Worked problem: hopping resistance of n-GaAs at 10 T

Problem

Lightly compensated n-GaAs has N = 1×10¹⁵ cm⁻³ = 10⁻⁶ nm⁻³ shallow donors and sits in B = 10 T along z.

Compiled values: m = 0.067 mₑ (0 K; Vurgaftman 2001) and ε = 12.87 (300 K; Rakita 2019), the latter assumed to hold at low temperature.

Assumed inputs, all from standard theory except the last, which is illustrative:
- hydrogenic binding energy below the lowest Landau level: 1.662 Ry* at γ = 1 and 2.044 Ry* at γ = 2, where γ = ħω_c/2Ry*
- percolation threshold for spheres, B_c ≈ 2.7 bonds per site
- Mott law kT_M = 21.2/(g a³) for ψ ∝ exp(−r/a)
- nearest-neighbour activation energy ε₃ ≈ 0.61 ε_D at weak compensation, with ε_D = e²/(4πε₀ε r_D) and r_D = (4πN/3)^(−1/3)
- constant density of states at the Fermi level, g = 1×10¹⁷ cm⁻³ eV⁻¹ = 10⁻⁷ nm⁻³ meV⁻¹

Find (a) the length scales, (b) the exponent ξ_c in ρ = ρ₀ exp(ξ_c + ε₃/kT) and its rise from B = 0, (c) T₀ of variable-range hopping, (d) where the two laws apply.

Solution

(a) Lengths. The effective Bohr radius is a = 0.05292 nm × ε/(m/mₑ) = 10.16 nm and Ry* = 13.606 eV × (m/mₑ)/ε² = 5.50 meV. The magnetic length is λ = (ħ/eB)^(1/2) = 8.11 nm, λ² = 65.8 nm². With ħω_c = ħeB/m = 17.3 meV, γ = (a/λ)² = 1.57. This is too small for the logarithmic γ ≫ 1 form of the binding energy, so interpolate the two given values as a power law: exponent 0.298, E_H = 1.90 Ry* = 10.5 meV. The decay length along B is a_H = ħ/(2mE_H)^(1/2) = a/√1.90 = 7.37 nm.

(b) Nearest-neighbour hopping. Far from the donor the tail is a lowest Landau state across the field and a free decay along it, ψ ∝ exp(−r⊥²/4λ² − |z|/a_H), with r⊥² = x² + y². For two donors a transverse distance r⊥ apart, the Gaussian envelopes give exp(−r⊥²/8λ²), and the relative magnetic phase gives the same factor again, so the overlap is exp(−r⊥²/4λ² − |z|/a_H) up to powers of distance. The pair resistance goes as the inverse square of the overlap, R ∝ exp ξ, with

ξ = r⊥²/(2λ²) + 2|z|/a_H.

Sites bonded to a given one at level ξ fill a double paraboloid of volume

V(ξ) = 2 ∫ 2πλ²(ξ − 2z/a_H) dz, z from 0 to a_Hξ/2, = πλ²a_Hξ².

The resistances spread exponentially, so the sample resistance is set by the ξ_c at which bonds first percolate, N V(ξ_c) = B_c. Stretching the axes leaves B_c unchanged; that a double paraboloid has nearly the threshold of a sphere is an approximation. Then

ξ_c = q (Nλ²a_H)^(−1/2), q = (B_c/π)^(1/2) = 0.927.

The often quoted q = 0.92 corresponds to B_c = 2.66. Here λ²a_H = 485 nm³, Nλ²a_H = 4.85×10⁻⁴, its inverse root is 45.4, and ξ_c = 42.1 (41.8 with q = 0.92). The paraboloid reaches λ(2ξ_c)^(1/2) = 74 nm across the field and a_Hξ_c/2 = 155 nm along it.

At B = 0, ξ = 2r/a and (π/6)a³ξ³N = B_c give ξ_c = 1.73/(N^(1/3)a) = 17.0. The model's exponent rises by 25, about 11 decades in ρ, with changes of ρ₀ and ε₃ left out.

The strong-field form needs λ² ≪ aN^(−1/3), here 65.8 nm² against 1016 nm²; λ ≪ a is not required. To size the correction, take the saddle point of the imaginary-time propagator in the field, ξ = min over s of [2ηs + (r⊥²/2λ²) coth(s/2) + z²/(λ²s)], with s = ω_cτ and η = E_H/ħω_c = 0.605. Setting coth = 1 returns the paraboloid. The full form lowers r⊥²/2λ² on the equator by about 6 but trims V by only about 3 %, which raises ξ_c by less than one unit. Power-law prefactors are logarithmic terms in ln ρ and can add a few units, so read the result as ξ_c ≈ 42.

(c) Variable-range hopping. The exponent gains ε_ij/kT with ε_ij = (|ε_i| + |ε_j| + |ε_i − ε_j|)/2, energies counted from the Fermi level. Only sites with |ε| < kTξ take part, and a pair has the volume V(ξ − ε_ij/kT). Summing over ε_j and averaging uniformly over ε_i gives the mean bond number

field: g kTξ × πλ²a_Hξ² × 1/4
B = 0: g kTξ × (π/6)a³ξ³ × 3/20.

At B = 0, ξ⁴ = T_M/T fixes the critical number at 21.2π/40 = 1.67. Assuming the same threshold in the field gives ξ³ = T₀/T:

ρ = ρ₀ exp[(T₀/T)^(1/3)], kT₀ = β/(gλ²a_H), β = 21.2/10 = 2.12.

The power 1/3 arises because volume contributes ξ² and energy one more ξ. T₀ scales as B/a_H. Numerically kT₀ = 2.12/(10⁻⁷ nm⁻³ meV⁻¹ × 485 nm³) = 44 eV and T₀ = 5.1×10⁵ K, the model's value for the assumed g.

(d) Ranges. With e²/(4πε₀ε) = 111.9 meV nm, r_D = 62.0 nm gives ε_D = 1.80 meV and ε₃ = 1.10 meV. Activation to the Landau band costs E_H/kT = 29 at 4.2 K, less than 42, so band conduction wins there. Ignoring prefactors, hopping takes over below (E_H − ε₃)/(kξ_c) = 2.6 K in this model.

The 1/3 law needs its energy window kTξ inside the impurity band, of width about ε_D, and outside the Coulomb gap, Δ ≈ (e²/4πε₀ε)^(3/2) g^(1/2) = 0.4 meV. At 30 mK, ξ = 2.6×10² and kTξ = 0.7 meV, within a factor of three of the band width and a factor of two of the gap, so the range is marginal, and such a resistance cannot be measured. Inside the gap g ∝ ε², the bond count scales as ξ²(kTξ)³, and ln ρ ∝ T^(−3/5). Also, N V(ξ) ≈ 1.0×10² donors lie inside the bonding volume at 30 mK. Scattering on them shifts the orbit centre and turns the Gaussian transverse decay into a slower exponential one, so the model overstates ln ρ there. In part (b) that volume holds only 2.7 donors, and the Gaussian tail is a fair description.